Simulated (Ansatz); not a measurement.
SrMg: the change of pressure and energy above lowest point with volume scale

Free energy against uniform scaling of the volume at fixed shape and fractions; periodic cell, basis, potentials, k mesh and filling as listed. The results are calculated, by Ansatz 0.2.0.

The cell before it is scaled or strained (space group Pm-3m, No. 221):
```
SrMg
1.0
      4.1903     0.0000     0.0000
      0.0000     4.1903     0.0000
      0.0000     0.0000     4.1903
Sr Mg
1 1
Direct
  0.50000 0.50000 0.50000
  0.00000 0.00000 0.00000
```

Settings of every row: functional PBEsol; dispersion D3(BJ)+ATM; potentials PAW; wave cutoff 476.2 eV; density cutoff 1904.8 eV; k mesh 7x7x7; k shift 0x0x0; occupations fermi dirac; smearing width 0.1 eV; spin none.

Limits: coarse k mesh, up to 40 meV an atom off; minimum outside the range; the cell comes from a prototype or a list of computed structures and needn't be the stable phase.

| row | volume scale | V (Å³/atom) | pressure (GPa) | energy above lowest point (meV/atom) |
| --- | --- | --- | --- | --- |
| 1 | 0.94 | 34.581 | -0.66 | 0 |
| 2 | 0.96 | 35.316 | -1.07 | 4 |
| 3 | 0.98 | 36.052 | -1.44 | 9.8 |
| 4 | 1 | 36.788 | ? | ? |
| 5 | 1.02 | 37.524 | -2.08 | 26 |
| 6 | 1.04 | 38.259 | -2.36 | 36.2 |
| 7 | 1.06 | 38.995 | -2.6 | 47.6 |

Question: what pressure and energy above lowest point should row 4 give?

Worked fit of pressure. Take u = (V_r/V)^(2/3) − 1 with V_r = 36.788 Å³ an atom, which is twice the finite (Eulerian) strain; such expansions in the strain, on which the Birch-Murnaghan equation of state is built, carry the rest volume and the bulk modulus. The shown rows have u = 0.04211, 0.0276, 0.01356, -0.01312, -0.0258, -0.0381. Least squares give pressure = −1.778 + 23.97 × u + 61.1 × u² GPa; a straight line predicts inner rows, each left out in turn, worse (root mean square 0.036 against 0.0038 GPa). All shown rows lie on it to the printed digit. The withheld row has u = 0, so the fit gives −1.778 + 23.97 × (0) + 61.1 × (0)² = -1.78 GPa.

The calculation gave -1.78 GPa. The fit meets it to the printed digit.

Worked fit of energy above lowest point. Take u = (V_r/V)^(2/3) − 1 with V_r = 36.788 Å³ an atom, which is twice the finite (Eulerian) strain; such expansions in the strain, on which the Birch-Murnaghan equation of state is built, carry the rest volume and the bulk modulus. The shown rows have u = 0.04211, 0.0276, 0.01356, -0.01312, -0.0258, -0.0381. Least squares give energy above lowest point = 17.17 − 610 × u + 4885 × u² − 1896 × u³ meV/atom; a parabola predicts inner rows, each left out in turn, worse (root mean square 0.051 against 0.027 meV/atom). All shown rows lie on it to the printed digit. The withheld row has u = 0, so the fit gives 17.17 − 610 × (0) + 4885 × (0)² − 1896 × (0)³ = 17.2 meV/atom.

The calculation gave 17.2 meV/atom. The fit meets it to the printed digit.
